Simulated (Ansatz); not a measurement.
**Strength of the Al–H bond: C2H7AlS → C2H6AlS + H**

Species: C2H7AlS `[CH3][AlH][S]C`, singlet; C2H6AlS `[CH3][Al][S]C`, doublet; H atom, doublet. 

Shapes, held fixed at every level: PBE0-D4/def2-TZVP. Flexible molecules stand in one conformer, not always the lowest. Programs: Ansatz 0.2.0. The zero-point and thermal change to 298 K, harmonic and unscaled (PBE0-D4/def2-TZVP), is -13.7 kJ/mol.

| level | kind | ΔH(298 K) (kJ/mol) | less CCSD(T)/CBS estimate |
| --- | --- | --- | --- |
| HF/def2-SVP | Hartree–Fock | +272.2 | -83.6 |
| SPW92/def2-TZVPP | LDA | +360.4 | +4.6 |
| r2SCAN-D4/def2-TZVPP | meta-GGA | +334.2 | -21.6 |
| wB97M-V/def2-TZVPP | range-separated hybrid | +359.5 | +3.7 |
| wB97X-V/def2-TZVPP | range-separated hybrid | +356.7 | +0.9 |
| MP2/def2-SVP | perturbation theory | +326.3 | -29.5 |
| CCSD/def2-TZVPP | coupled cluster or CI | +349.4 | -6.4 |
| CCSD(T)/CBS estimate | coupled cluster or CI | +355.8 | 0.0 |

The highest level, CCSD(T)/CBS estimate, gives ΔH(298 K) = +355.8 kJ/mol; the levels span +272.2 to +360.4. The column of differences is taken from that level and isn't an error. Hartree–Fock misses the correlation of the pair that is broken and comes out low. No measured value is set beside it here. Open shells run unrestricted unless RO is named. The CBS estimate extrapolates MP2 from def2-TZVPP and def2-QZVPP and adds CCSD(T) − MP2 in the triple-zeta set, cores frozen.

Homolysis of this Al–H bond is strongly endothermic, at +355.8 kJ/mol at the highest level. The bond joins hydrogen to a much more electropositive metal, so it combines good σ overlap with a hydridic charge distribution. Breaking it takes aluminium from its preferred trivalent state to a formally divalent radical. The unpaired electron probably stays largely in an aluminium σ-type hybrid with 3s character, with little delocalisation onto sulfur to offset the cost.

The two range-separated hybrids and LDA all lie close to the reference. For LDA, which commonly overbinds, this suggests cancellation of errors rather than a reliable description of Al–H bonds in general. The low MP2 value can't be assigned to perturbation theory alone, because its small basis also limits recovery of the pair correlation lost on dissociation.

The result concerns homolysis of the isolated monomer and doesn't measure its hydride-donor ability, which depends on heterolytic cleavage, or the effect of association through bridging hydride or thiolate groups.
